**Problem.** The table lists two closed inner shells of doubly charged ions of the 4d and 5d series, from Dirac-Coulomb Hartree-Fock. $Z$ is the nuclear charge, $\varepsilon$ an orbital eigenvalue in hartree and $\langle r\rangle$ the mean radius of that orbital in bohr. The difference $\varepsilon(3p_{3/2})-\varepsilon(2p_{3/2})$ is called the gap below. Cd$^{2+}$ and Lu$^{2+}$ stand on neighbouring lines but are 23 units of $Z$ apart.

Doubly charged ions of the 4d and 5d series, computed with B-spline radial code 1 at the Dirac-Coulomb Hartree-Fock level, in the basis-set limit. The nucleus is a Fermi distribution, and open nl shells are averaged over the configuration. ε and <r> are the eigenvalues and mean radii of the occupied 2p3/2 and 3p3/2 orbitals.

| species | Z | electrons | configuration | ε(2p3/2) (hartree) | ε(3p3/2) (hartree) | ε(3p3/2) − ε(2p3/2) (hartree) | <r>(2p3/2) (bohr) | <r>(3p3/2) (bohr) | <r>(3p3/2)/<r>(2p3/2) |
| --- | --- | --- | --- | --- | --- | --- | --- | --- | --- |
| Zr2+ | 40 | 38 | [Kr] 4d2 | -83.8561 | -13.5364 | 70.3197 | 0.14306 | 0.46267 | 3.2341 |
| Nb2+ | 41 | 39 | [Kr] 4d3 | -89.3572 | -14.7615 | 74.5957 | 0.13911 | 0.44647 | 3.2096 |
| Mo2+ | 42 | 40 | [Kr] 4d4 | -95.0250 | -16.0193 | 79.0057 | 0.13536 | 0.43138 | 3.1869 |
| Tc2+ | 43 | 41 | [Kr] 4d5 | -100.861 | -17.3115 | 83.5495 | 0.13181 | 0.41728 | 3.1658 |
| Ru2+ | 44 | 42 | [Kr] 4d6 | -106.866 | -18.6394 | 88.2269 | 0.12843 | 0.40408 | 3.1463 |
| Rh2+ | 45 | 43 | [Kr] 4d7 | -113.041 | -20.0037 | 93.0377 | 0.12522 | 0.39169 | 3.1281 |
| Pd2+ | 46 | 44 | [Kr] 4d8 | -119.387 | -21.4052 | 97.9818 | 0.12216 | 0.38004 | 3.1111 |
| Ag2+ | 47 | 45 | [Kr] 4d9 | -125.903 | -22.8444 | 103.059 | 0.11924 | 0.36907 | 3.0953 |
| Cd2+ | 48 | 46 | [Kr] 4d10 | -132.591 | -24.3218 | 108.270 | 0.11645 | 0.35872 | 3.0804 |
| Lu2+ | 71 | 69 | [Xe] 4f14 6s1 | -343.538 | -76.7304 | 266.808 | 0.075056 | 0.21580 | 2.8751 |
| Hf2+ | 72 | 70 | [Xe] 4f14 5d2 | -355.076 | -79.7246 | 275.351 | 0.073887 | 0.21207 | 2.8702 |
| Ta2+ | 73 | 71 | [Xe] 4f14 5d3 | -366.931 | -82.9000 | 284.031 | 0.072751 | 0.20847 | 2.8655 |
| W2+ | 74 | 72 | [Xe] 4f14 5d4 | -378.999 | -86.1531 | 292.846 | 0.071648 | 0.20498 | 2.8609 |
| Re2+ | 75 | 73 | [Xe] 4f14 5d5 | -391.280 | -89.4822 | 301.797 | 0.070575 | 0.20159 | 2.8564 |
| Os2+ | 76 | 74 | [Xe] 4f14 5d6 | -403.772 | -92.8861 | 310.885 | 0.069532 | 0.19831 | 2.8520 |
| Ir2+ | 77 | 75 | [Xe] 4f14 5d7 | -416.475 | -96.3641 | 320.110 | 0.068518 | 0.19513 | 2.8478 |
| Pt2+ | 78 | 76 | [Xe] 4f14 5d8 | -429.388 | -99.9155 | 329.473 | 0.067530 | 0.19203 | 2.8437 |
| Au2+ | 79 | 77 | [Xe] 4f14 5d9 | -442.513 | -103.540 | 338.973 | 0.066569 | 0.18903 | 2.8397 |
| Hg2+ | 80 | 78 | [Xe] 4f14 5d10 | -455.849 | -107.237 | 348.611 | 0.065632 | 0.18612 | 2.8358 |

**(a) How far can a one-electron ion of reduced charge account for the two radii and their ratio? Use the 4d rows to predict the ratio of Hg$^{2+}$.**

*Solution.* An electron near the nucleus feels the charge $Z$ less the electronic charge that lies inside its orbit. Call the reduced charge $z=Z-s$, with $s$ the screening. For a one-electron ion without relativity $\langle r\rangle=[3n^2-l(l+1)]/2z$, which is $5/z$ for 2p and $12.5/z$ for 3p. The ratio is then

$$\frac{\langle r\rangle_{3p}}{\langle r\rangle_{2p}}=2.5\,\frac{Z-s_2}{Z-s_3}.$$

The 3p orbital has the $n=1$ and $n=2$ shells largely inside it, while 2p has the 1s pair and a share of its own shell, so $s_3>s_2$. The ratio therefore lies above 2.5 and sinks toward it as $Z$ outgrows both screenings. The table agrees in every row: the ratio falls without a break from 3.234 at Zr$^{2+}$ to 2.836 at Hg$^{2+}$.

At these charges the reference ion must be relativistic. For a point nucleus and $j=3/2$, with $\alpha$ the fine-structure constant, put $\gamma=\sqrt{4-(z\alpha)^2}$, $x=n-2+\gamma$ and $\nu^2=x^2+(z\alpha)^2$. The Dirac results are

$$\langle r\rangle=\frac{x(3\nu^2-4)+2\nu}{2z\nu},\qquad E=\frac{x/\nu-1}{\alpha^2}.$$

Solving the first for $z$ row by row gives $s_2$ from 5.27 (Zr) to 6.08 (Hg) and $s_3$ from 13.10 to 14.56. The screenings change by about one unit while 40 electrons are added, so these electrons must lie almost wholly outside both orbitals.

For the prediction, take the plain means over the nine 4d rows, $s_2=5.38$ and $s_3=13.24$; Hg$^{2+}$ has no part in them. For 2p the charge is $z=74.62$; here $\nu=2$ and the formula reduces to $(2\gamma+1)/z$. For 3p the charge is $z=66.76$ and the full formula is needed. The ratio of the two radii comes out as 2.805, which is 1.1 % below the table's value and the worst error of any row. Within the 4d rows the error stays below 0.3 % but runs steadily from positive to negative. Both misfits are far above the rounding of the table and reflect the slow growth of $s$.

The direct relativistic contraction cannot be what drives the ratio down. For unscreened Dirac ions the ratio moves only from 2.498 at $Z=40$ to 2.491 at $Z=80$, against a fall of 0.40 in the table. It does matter for the value of $s$: read with the nonrelativistic formula, $s_2$ would appear to fall from 5.05 to 3.82, because the contraction is then booked as extra charge. This near constancy belongs to $j=3/2$; for $p_{1/2}$ relativity raises the ratio. The Hartree-Fock calculation gives a $p_{1/2}$ ratio of 2.988 for Ir$^{2+}$, against 2.848 in the table.

**(b) Does the same reduced charge give the eigenvalues? Explain how the gap behaves compared with the two levels taken singly.**

*Solution.* It does not. Solving the Dirac energy for $z$ gives a screening of 14.13 for 2p and 24.40 for 3p in Zr$^{2+}$, far larger than the radii require, and these values climb to 19.98 and 36.25 at Hg$^{2+}$. Each level is much shallower than its size suggests.

A simpler system shows why. Inside a thin, uniformly charged hollow sphere of charge $q$ and radius $R$ the potential is the constant $q/R$ and the force is zero. An atom placed at its centre keeps its orbitals, and all its levels move by the same amount. Outer electrons act on the core in this way, so that

$$\varepsilon_n\approx E_n(Z-s_n)+V_n,\qquad V_n\approx\sum_{\rm outer} q\,\langle 1/r\rangle ,$$

with $s_n$ taken from the radius and $q$ the occupation of each outer subshell. The analogy holds only for charge that lies wholly outside the orbital. It knows nothing of exchange, of shells that overlap, or of shells that rearrange when another one changes.

The size of $V_n$ can be checked for two ions whose subshell values of $\langle 1/r\rangle$ come from the same calculation. In Tc$^{2+}$ the 2p eigenvalue lies 77 hartree above the Dirac energy at the charge found from its radius, and the sum over all shells with $n\ge3$ is 71 hartree; in Ir$^{2+}$ the pair is 224 and 232. For 3p in Tc$^{2+}$ the offset is 32 hartree while the shells with $n\ge4$ supply 13, and Ir$^{2+}$ falls short in the same sense. This is where the hollow sphere fails, since the other seventeen $n=3$ electrons are neither inside nor outside a 3p electron and add to both $s_3$ and $V_3$. The other seven $n=2$ electrons should likewise add to $V_2$, yet the sum for 2p leaves them out, so its close agreement owes something to errors that cancel. The check confirms a size, no more.

Of the outer potentials, only the difference $V_2-V_3$ survives in the gap. Charge outside both orbitals drops out, while the $n=3$ shell, which raises 2p more than 3p, does not: 45 hartree remain in Tc$^{2+}$. A test without fitted constants shows the cancellation. The second difference of $(Z-s)^2/2n^2$ along $Z$ is $1/n^2$ for any constant $s$, that is 1/4 for 2p, 1/9 for 3p and 5/36 = 0.139 for the gap. Averaged over the 4d rows, the binding energies give 0.170 and 0.036 hartree. They fall short by 0.080 and 0.075, nearly the same amount, so the gap keeps 0.134. From Hf$^{2+}$ to Hg$^{2+}$ the two shortfalls are again alike, 0.038 and 0.037. Theory offers a source for such a common term: the potential of the d shell is the number of d electrons times their $\langle 1/r\rangle$, both grow with $Z$, and the product curves upward. On this argument d filling bends each level but hardly touches the gap. The references 1/4, 1/9 and 5/36 are nonrelativistic, though, and this flatters the model. A Dirac ion with the mean screening of each block gives 0.1415 (4d) and 0.1485 (5d); the table's 0.1336 and 0.1369 lie about 6 % and 8 % below these.

The gap thus follows a Moseley-type law, $(5/72)(Z-s)^2$ in the nonrelativistic limit. Row by row the Dirac form needs $s$ from 8.22 to 9.59, a drift of 0.03 to 0.05 per unit of $Z$, where the 3p eigenvalue alone drifts by 0.25 to 0.34. The mean drift between Cd$^{2+}$ and Hf$^{2+}$ equals that within the 5d rows, so the 4f shell leaves no step that the end points could reveal. One constant, $s=8.65$ from least squares in the relative error over all nineteen rows, reproduces the gap to 2.1 % rms, too low in every 4d row and too high from Lu$^{2+}$ on. A power law fitted to the logarithms of all rows does better, 0.3 % rms with exponent 2.31, but it has two constants, and its exponent only averages screening, drift and relativity. Nor is $s$ a count of electrons, since one number stands in for $s_2$, $s_3$ and $V_2-V_3$.

The gap is a difference of eigenvalues and should not be read as a measured energy. Relaxation around a core hole and correlation are absent, and the first-order Breit shifts of the same calculation would lower it by 0.20 % in Tc$^{2+}$ and 0.35 % in Ir$^{2+}$, too little to alter the trend in those two ions.

**(c) One row breaks the smooth run. Find it, say which columns show the break, and explain its sign.**

*Solution.* Take the steps in $-\varepsilon(2p_{3/2})$ from Lu$^{2+}$ onward: 11.538, 11.855 and 12.068 hartree. The step grows by 0.213 the second time, as it does to within a few thousandths through the rest of the 5d rows, but by 0.317 the first time. The excess of about 0.10 hartree belongs to Lu$^{2+}$. A least-squares cubic in $Z$ through Hf$^{2+}$ to Hg$^{2+}$, extended to $Z=71$, makes this precise: Lu$^{2+}$ lies 0.106 hartree below it for 2p and 0.105 below it for 3p. The same procedure applied to Hf$^{2+}$ from the eight rows beyond it misses by 0.003 hartree at most, so the shift is no product of extrapolation. The gap departs by 0.001 hartree, within that control, and the radii by at most two units in the last digit, too little to interpret. The closing of the d shell at Cd$^{2+}$ and Hg$^{2+}$ leaves no such mark, and since open shells are averaged over the configuration, none can arise from exchange at $d^5$.

Equal shifts of both levels with unchanged radii are what the hollow sphere produces when the outer charge changes its radius. The cubic continues the series to $5d^1$, whereas Lu$^{2+}$ is $4f^{14}6s^1$. A 6s electron sits farther out than a 5d electron and raises the potential in the core less, so both levels lie deeper, as found. The calculation supports the diffuse 6s: the sum of $\langle r^2\rangle$ over all electrons is 3.10 bohr$^2$ larger in Lu$^{2+}$ than in Hf$^{2+}$, although it rises from Hf$^{2+}$ to Ta$^{2+}$. For the size, a first estimate takes $\langle 1/r\rangle$, the potential that an electron produces at the nucleus: 0.39 hartree for 6s in Lu$^{2+}$ and 0.81 for 5d in Ir$^{2+}$. The difference has the right sign but is about four times the shift found. It overstates the effect, because 5d would be larger at $Z=71$ and the other shells should contract in response.

The potential of all electrons together includes both corrections. Apart from the small extent of the nucleus, it is the electron-nucleus energy of the same runs divided by $-Z$. From Lu$^{2+}$ onward it climbs by 11.543, 11.598 and 11.753 hartree. The step grows by 0.155 the second time, and by somewhat more further on, but by only 0.055 the first time. The potential in Lu$^{2+}$ thus lies about 0.1 hartree below the run of the series, which matches the shift of the two levels. The changed outer charge therefore accounts for nearly all of the shift. How the reduction from the first estimate divides between the larger 5d shell and the contraction of the others remains open.

The same reasoning covers a neighbouring case: removing a valence electron, or moving it outward, should deepen both levels by nearly the same amount and leave gap and radii almost as they are. What the table leaves open is the slow growth of $s$. It may come from the added 4d, 4f and other shells reaching into the $n=2$ and $n=3$ region, or from the relativistic contraction of the s and $p_{1/2}$ shells, which would screen the $p_{3/2}$ orbitals better; both are guesses here, and a nonrelativistic calculation on the same ions would separate them.
